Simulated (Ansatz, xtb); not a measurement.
## Relative energy of two isomers of C3H8OP2

We compare X, `C[C@@H]1C[P@]1(=O)P`, a singlet, with Y, `CC(=O)P(C)P`, a singlet. Both are isolated molecules in the gas phase, relaxed with B3LYP/def2-SVP; the shapes shown needn't be the lowest conformers.

X (Å):

```xyz
14

C    -1.4313    0.7390   -0.1227
C     0.0658    0.9116    0.0218
C     1.0454   -0.1924   -0.4870
O     2.2804    0.8709    1.9720
P     1.1411    0.1703    1.2886
P     0.0384   -1.4380    2.3675
H    -1.7605   -0.2651    0.1872
H    -1.7353    0.8757   -1.1752
H    -1.9788    1.4781    0.4837
H     0.4245    1.9221   -0.2189
H     1.8816    0.1428   -1.1111
H     0.5998   -1.1365   -0.8219
H    -0.0504   -0.6591    3.5616
H     1.2581   -2.0635    2.7689
```

Y (Å):

```xyz
14

C    -2.3493    0.2574   -2.2491
C    -1.5782    1.4574   -1.7374
C     0.4447    2.8318   -0.2738
O    -1.8297    2.5904   -2.0779
P    -0.2848    1.1283   -0.3842
P     1.1659   -0.0507   -1.6252
H    -2.9596    0.5563   -3.1130
H    -1.6776   -0.5718   -2.5206
H    -3.0123   -0.1100   -1.4473
H     1.3676    2.7900    0.3233
H    -0.2769    3.4844    0.2416
H     0.6530    3.2602   -1.2649
H     1.8092    1.0397   -2.2937
H     2.1531   -0.1307   -0.5966
```

**Question.** Estimate which is lower in electronic energy at CCSD(T)/def2-SVP + ΔMP2/def2-TZVPP, and by roughly how much.

**Answer.** The CCSD(T)/def2-SVP + ΔMP2/def2-TZVPP calculation puts structure Y lower, by 0.178 eV.

How the difference moves with the method:

```csv
level,geometry,E(Y) − E(X) (eV),departure from the last row (eV),"job, with rough time for the two"
GFN2-xTB,GFN2-xTB,+0.393,+0.571,"optimisation, 0.65 s"
HF/STO-3G,GFN2-xTB,−4.081,−3.902,"single point, 0.36 s"
r2SCAN-D4/def2-SVP,GFN2-xTB,−0.655,−0.477,"single point, 3.7 s"
B3LYP/def2-SVP,B3LYP/def2-SVP,−0.844,−0.666,"optimisation, 69 s"
HF/def2-SVP,B3LYP/def2-SVP,−1.045,−0.867,part of the CCSD(T) run
MP2/def2-SVP,B3LYP/def2-SVP,−0.642,−0.464,part of the CCSD(T) run
CCSD(T)/def2-SVP,B3LYP/def2-SVP,−0.849,−0.671,single point
CCSD(T)/def2-SVP + ΔMP2/def2-TZVPP,B3LYP/def2-SVP,−0.178,,"single point, 49 s"
```

As drawn, Y has 1 C=O in place of 1 C–C, 1 O=P. Structure X has a 3-membered ring, Y no ring.

GFN2-xTB puts the two in the other order. The largest departure from CCSD(T)/def2-SVP + ΔMP2/def2-TZVPP is that of HF/STO-3G, 3.902 eV. The last row adds to CCSD(T) the change of the MP2 difference between the two basis sets, here +0.671 eV, a large step that makes the value less sure.

With thermal terms from frequencies at re-optimised GFN2-xTB minima (ideal gas, soft modes damped towards free rotors, one conformer each, 298.15 K, 1 atm): on the last row, ΔE + ΔZPE = −0.234, ΔH = −0.204, ΔG = −0.280 eV.

The correlated steps freeze 14 core orbitals. Mirror images aren't counted in ΔG. Programs: Ansatz 0.2.0, xtb 6.7.1; the last row on 4 threads of Arm Neoverse V1 on a shared host.

Y is probably the more stable isomer, but only by a small margin left after large opposing terms. Opening the strained phosphirane ring and forming a carbonyl group favour Y, while X gains a strong, highly polar phosphoryl bond. That bond explains much of the basis-set sensitivity: its short P–O distance and the back-donation from oxygen into P–C and P–P antibonding orbitals need d functions on phosphorus as polarisation functions, not as occupied valence orbitals. STO-3G has none and penalises X enormously; def2-SVp still appears to describe the phosphoryl group too poorly. The close match between B3LYP and CCSD(T) in def2-SVP therefore doesn't validate the B3LYP gap, as both share that deficiency. Further basis-set extension, especially with tight d functions, would probably favour X again, so even the sign isn't secure. The thermal terms shift the balance modestly towards Y, as expected for an open chain with softer torsions than a ring.
